A radical with one unpaired electron has one unit of net spin to share among its atoms. If the spin spreads from one atom over several, a quantity that follows the spin on the first atom should fall. A quantity summed over the whole radical need not. The hyperfine coupling of a CH₂ group is of the first kind, and the g shift is of the second.

PySCF 2.14.0, UKS PBE0 with density fitting, IGLO-III on C and N, pcH-1 on H; gas-phase doublet radicals at PBE0-D3(BJ)/def2-SVP geometries. Each carrier (SMILES) is bonded at * to CH₂, whose carbon is the marked atom. The g shifts are from the free-electron value (mean-field spin–orbit, GIAO), the couplings are for ¹³C and ¹H, and the spins are Mulliken populations.

```
  carrier  formula  atoms on the carrying C  point group  isotropic g shift (ppm)  largest g shift (ppm)  lowest g shift (ppm)  <S^2>  spin on the marked atom (e)  A iso, marked atom (MHz)  largest dipolar part (MHz)  A iso, H on it (MHz)
  *C#CC#N    C4H2N                        C        Cinfv                      696                   1130                   -35  0.795                         0.77                      59.9                       108.1                 -58.3
     *C#C     C3H3                        C          C2v                      410                    847                  -114  0.780                         0.85                      65.5                       119.3                 -61.3
*c1ccccc1     C7H7                      C C          C2v                      277                    497                  -134  0.795                         0.84                      62.5                       116.9                 -53.9
     *C=C     C3H5                      C H          C2v                      284                    507                  -126  0.790                         0.74                      55.6                       101.4                 -47.2
       *C     C2H5                    H H H           C1                      324                    633                  -125  0.755                         1.13                      86.8                       155.8                 -72.0
```

Ethyl (`*C`) is the localised case. In allyl (`*C=C`), benzyl (`*c1ccccc1`), propargyl (`*C#C`) and its cyano derivative (`*C#CC#N`), the π system carries part of the spin away. The isotropic coupling of the marked carbon, A iso, is then 25 to 36 % smaller than in ethyl. The isotropic g shift follows another order: it is slightly smaller in allyl and benzyl, larger in propargyl, and more than doubled in the cyano radical.

**The coupling counts spin at one site**

The CH₂ group is planar in every row, and the unpaired electron occupies a π orbital with a node in that plane. It therefore has no density at the carbon nucleus or at the two hydrogens, apart from a possible trace in ethyl, where the methyl group makes the node only approximate. The contact coupling arises indirectly, because the unpaired electron polarises the σ electrons around it. In each C–H bond, electrons of the same spin are drawn towards carbon, which leaves opposite spin at hydrogen and makes its coupling negative.

This polarisation grows in proportion to the π spin on the carbon, which is the idea behind the McConnell relation. A single constant fitted to all five rows, 76 MHz per unit of spin on the marked atom, reproduces the carbon couplings to within 2 MHz. The constant belongs to this CH₂ carbon and can't be carried to every other one. The middle carbon of allyl couples about twice as strongly per unit of its own spin, as expected when large spins on both neighbours also polarise its σ bonds. All these couplings are for fixed geometries, without vibrational averaging. When the CH₂ group bends out of its plane, the unpaired electron gains some carbon 2s character, and 1 % of a 2s electron adds roughly 38 MHz. Measured carbon couplings may therefore depart from this simple proportion.

The dilution is milder than simple resonance pictures suggest. Two equivalent ends should leave half the spin on each end of allyl, yet each carries 0.74. The difference is balanced mainly by the middle carbon, whose spin is −0.33: the unpaired electron also polarises the paired π electrons. The delocalised radicals are mildly spin-contaminated in this calculation, so the pattern of alternating spins is more certain than its exact size.

**The g shift adds up the whole radical**

A magnetic field lying in the molecular plane mixes the singly occupied π orbital with orbitals in that plane. This sets up a small orbital current, which spin–orbit coupling ties to the spin. Filled orbitals raise g in this way and empty ones lower it; the positive in-plane shifts show that the filled ones prevail here. Each atom contributes roughly in proportion to its spin $\rho_k$ and its spin–orbit constant $\zeta_k$, divided by the energy $\Delta E$ needed for the mixing:

$$\Delta g \propto \sum_k \frac{\rho_k\,\zeta_k}{\Delta E}.$$

As long as $\Delta E$ stays similar, moving spin from one carbon to another barely changes this sum. From ethyl to allyl, the spin–orbit part of the shift, averaged over the two in-plane directions, falls by only 9 %. Had only the marked carbon counted, it would have fallen by about a third, as the coupling does.

**Nitrogen and triple bonds raise the sum**

In the cyano radical, nitrogen carries a spin of 0.289, and its spin–orbit constant is roughly 76 cm⁻¹ against 29 cm⁻¹ for carbon (rough, recalled values). Suppose that $\Delta E$ stays as in ethyl, where the in-plane average is 648 ppm, and that all spin not on nitrogen counts as carbon spin. The estimate is then

$$648\times\left[1+0.289\left(\tfrac{76}{29}-1\right)\right]\approx 950\ \text{ppm}.$$

The full calculation gives 1180 ppm, so the estimate is 19 % too low relative to it. Only ethyl set the scale. The same count is 16 % too low for propargyl and 10 to 11 % too high for allyl and benzyl. It ignores changes in the orbitals and their energies, which are the likely reason for these misses.

The direction of the shift indicates which orbitals matter. With the field along the chain, the shift is 464 ppm in ethyl but 847 ppm in propargyl. Theory offers a natural reason: a triple bond has a second π system, lying in the CH₂ plane, and a field along the chain mixes it readily with the singly occupied orbital.

The cyano group raises this component further, but its larger effect is across the chain, within the CH₂ plane. There the shift doubles from 497 to 993 ppm. Such a field mixes the π orbital with σ orbitals pointing along the chain, and the nitrogen lone pair is a high-lying orbital of exactly this kind. That makes it a likely source of the rise, though the contributions of single orbitals weren't computed. The point group printed for this radical, that of a linear molecule, is wrong: its two hydrogens lie off the axis.

**The hydrogens beside a triple bond**

A constant fitted to ethyl, allyl and benzyl gives 64 MHz per unit of carbon spin for the size of the hydrogen coupling. Propargyl exceeds this line by 13 % and the cyano radical by 19 %. The excess remains when the carbon's dipolar coupling replaces its spin population as the measure of local spin. A plausible but untested cause is that the C–H bonds overlap with the in-plane π electrons of the triple bond, which are themselves spin-polarised and pass extra negative spin to the hydrogens.

The printed analysis below gives both fits and the g estimates row by row.

Output of the analysis:

```
fit of a_iso on 5 rows: coefficient of spin 76.33 +/- 0.59; rms 1.03, worst *c1ccccc1 1.62, leave-one-out rms 1.27
fit of a_h on 3 rows (tri == 0): coefficient of spin -63.86 +/- 0.14; rms 0.179, worst *c1ccccc1 0.26, leave-one-out rms 0.281
  rows outside the fit (model, value, miss): *C#CC#N -49.17, -58.3, 9.13; *C#C -54.28, -61.3, 7.02
Local couplings:
        row  C coupling per spin (MHz)  H coupling per spin (MHz)  H coupling over C dipolar  C dipolar relative to ethyl  Hueckel share
    *C#CC#N                      77.79                      75.71                     0.5393                       0.6938         0.3333
       *C#C                      77.06                      72.12                     0.5138                       0.7657            0.5
  *c1ccccc1                       74.4                      64.17                     0.4611                       0.7503         0.5714
       *C=C                      75.14                      63.78                     0.4655                       0.6508            0.5
         *C                      76.81                      63.72                     0.4621                            1              1
Spin-orbit part of g averaged over the two in-plane directions (ppm):
        row  computed  marked carbon only  whole radical  miss of whole radical (%)  middle g shift
    *C#CC#N      1180               441.6          951.5                      -19.4             993
       *C#C     769.5               487.4            648                     -15.79             497
  *c1ccccc1       584               481.7            648                      10.96             468
       *C=C     587.5               424.4            648                       10.3             471
         *C       648                 648            648                          0             464
Smallest fall of the C coupling from ethyl (%): 24.54
Largest fall of the C coupling from ethyl (%): 35.94
Fall of the in-plane spin-orbit part from ethyl to allyl (%): 9.336
Along the chain, g shift of propargyl less ethyl (ppm): 383
Across the chain in plane, g shift of propargyl less ethyl (ppm): -136
Along the chain, g shift of nitrile less propargyl (ppm): 283
Across the chain in plane, g shift of nitrile less propargyl (ppm): 496
Extra H coupling over the fit, nitrile (%): 18.57
Extra H coupling over the fit, propargyl (%): 12.94
Contact coupling from 1 % of a carbon 2s electron, rough (MHz): 38
```
